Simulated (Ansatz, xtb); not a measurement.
# C2H6Sn: which of two isomers lies lower

Structure I: `[CH3][Sn][CH3]`, a singlet. Structure II: `C[CH2][SnH]`, a singlet. Both are isolated molecules in the gas phase, relaxed with PBE-D3(BJ)/def2-SVP, each in the lowest conformer that the search found.

Estimate E(II) − E(I) at the level CCSD(T)/def2-TZVP.

Calculated at CCSD(T)/def2-TZVP: E(II) − E(I) = +10.3 kcal/mol, so structure I lies lower.

The same difference at several levels:

```json
{"level": "GFN2-xTB", "geometry": "GFN2-xTB", "E(II) − E(I) (kcal/mol)": "−6.2", "departure from the last row (kcal/mol)": "−16.5", "job, with rough time for the two": "optimisation, 0.24 s"}
{"level": "HF/STO-3G", "geometry": "GFN2-xTB", "E(II) − E(I) (kcal/mol)": "+14.4", "departure from the last row (kcal/mol)": "+4.1", "job, with rough time for the two": "single point, 1.6 s"}
{"level": "r2SCAN-D4/def2-SVP", "geometry": "GFN2-xTB", "E(II) − E(I) (kcal/mol)": "+7.2", "departure from the last row (kcal/mol)": "−3.1", "job, with rough time for the two": "single point, 3.6 s"}
{"level": "PBE-D3(BJ)/def2-SVP", "geometry": "PBE-D3(BJ)/def2-SVP", "E(II) − E(I) (kcal/mol)": "+6.9", "departure from the last row (kcal/mol)": "−3.4", "job, with rough time for the two": "optimisation, 31 s"}
{"level": "HF/def2-TZVP", "geometry": "PBE-D3(BJ)/def2-SVP", "E(II) − E(I) (kcal/mol)": "+7.7", "departure from the last row (kcal/mol)": "−2.6", "job, with rough time for the two": "part of the CCSD(T) run"}
{"level": "MP2/def2-TZVP", "geometry": "PBE-D3(BJ)/def2-SVP", "E(II) − E(I) (kcal/mol)": "+11.6", "departure from the last row (kcal/mol)": "+1.3", "job, with rough time for the two": "part of the CCSD(T) run"}
{"level": "CCSD(T)/def2-TZVP", "geometry": "PBE-D3(BJ)/def2-SVP", "E(II) − E(I) (kcal/mol)": "+10.3", "departure from the last row (kcal/mol)": "", "job, with rough time for the two": "single point, 69 s"}
```

As drawn, II has 1 C–C, 1 Sn–H in place of 1 C–Sn, 1 C–H.

GFN2-xTB puts the two in the other order. The largest departure from CCSD(T)/def2-TZVP is that of GFN2-xTB, 16.5 kcal/mol.

With harmonic frequencies from PBE-D3(BJ)/def2-SVP (ideal gas, rigid rotor, one conformer each, 400 K, 1 atm): on the last row, ΔE + ΔZPE = +10.0 kcal/mol. A mode under 50 cm⁻¹ makes harmonic enthalpies and free energies unreliable, so none is given.

The correlated steps freeze 6 core orbitals; the filled d shell of Sn is correlated, in a basis made for valence electrons. Atoms past krypton carry core potentials in the def2 sets, other sets are all-electron and non-relativistic, and no spin–orbit term is included. Codes used: Ansatz 0.2.0, xtb 6.7.1; the last row on 2 threads of Intel(R) Xeon(R) Processor @ 2.50GHz (Skylake/Cascade Lake) on a shared host.

Dimethylstannylene lies below ethylstannylene by 10.3 kcal/mol, and zero-point energy barely alters the gap. Both are divalent tin species with a lone pair of mainly s character and an empty p orbital, so the difference comes largely from the bonds exchanged. Isomer II gains a C–C and a Sn–H bond but gives up a C–Sn bond and a strong C–H bond, and the loss of the latter probably tips the balance. Donation from the C–H bonds of two methyl groups into the empty tin p orbital may add to the preference.

Hartree–Fock in the larger basis already gives most of the gap, so correlation strengthens the ordering but does not create it; MP2 slightly overshoots this contribution. Only GFN2-xTB reverses the order. Since r2SCAN-D4 favours I even at the GFN2-xTB geometries, the fault lies mainly in the tight-binding energies, probably in their description of bonding at divalent tin, and not in the structures. The ordering is thermodynamic and says nothing about the barrier to interconversion.
